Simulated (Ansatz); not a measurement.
# A series in volume scale on Ti2CN

Results calculated with Ansatz 0.2.0, not measured. Free energy against uniform scaling of the volume at fixed shape and fractions; periodic cell, basis, potentials, k mesh and filling as listed.

The cell before it is scaled or strained (space group R-3m, No. 166):
```
CELL_PARAMETERS angstrom
1.51360 0.87390 4.95550
-1.51360 0.87390 4.95550
0.00000 -1.74780 4.95550
ATOMIC_POSITIONS crystal
Ti 0.74923 0.74923 0.74923
Ti 0.25077 0.25077 0.25077
C 0.00000 0.00000 0.00000
N 0.50000 0.50000 0.50000
```

Settings of every row: functional r2SCAN; dispersion none; potentials PAW; wave cutoff 500 eV; density cutoff 2000 eV; k mesh 9x9x9; k shift 0x0x0; occupations fermi dirac; smearing width 0.1 eV; spin none; SCF threshold exponent -9.

Limits: coarse k mesh, up to 40 meV an atom off; odd electron count without spin; the cell comes from a prototype or a list of computed structures and needn't be the stable phase.

| row | volume scale | V (Å³/atom) | energy above lowest point (meV/atom) |
| --- | --- | --- | --- |
| 1 | 0.94 | 9.242 | 30.3 |
| 2 | 0.96 | 9.439 | ? |
| 3 | 0.98 | 9.636 | 2.3 |
| 4 | 1 | 9.832 | 0 |
| 5 | 1.02 | 10.029 | 4.5 |
| 6 | 1.04 | 10.226 | 15.1 |
| 7 | 1.06 | 10.422 | 31.2 |

Question: what energy above lowest point should row 2 give?

Worked fit of energy above lowest point. Take u = (V_r/V)^(2/3) − 1 with V_r = 9.9305 Å³ an atom, which is twice the finite (Eulerian) strain; such expansions in the strain, on which the Birch-Murnaghan equation of state is built, carry the rest volume and the bulk modulus. The shown rows have u = 0.04907, 0.02027, 0.00667, -0.00656, -0.01936, -0.03169. Least squares give energy above lowest point = 1.43 − 340 × u + 18916 × u² meV/atom; a straight line predicts inner rows, each left out in turn, worse (root mean square 13 against 0.02 meV/atom). All shown rows lie on it to the printed digit. Its lowest point lies at u = 0.0090, or V = 9.798 Å³ an atom, and the curvature there gives the bulk modulus at fixed shape and fractions, B = (4/9)(1 + u)² E″(u)/V = 280 GPa. Letting shape and atoms relax would as a rule lower it, by much in layered, chain or molecular crystals. The withheld row has u = 0.03442, so the fit gives 1.43 − 340 × (0.03442) + 18916 × (0.03442)² = 12.1 meV/atom.

The calculation gave 12.2 meV/atom. The fit lies 0.1 meV/atom (0.32 % of the column's range) below it, one unit of the last digit.
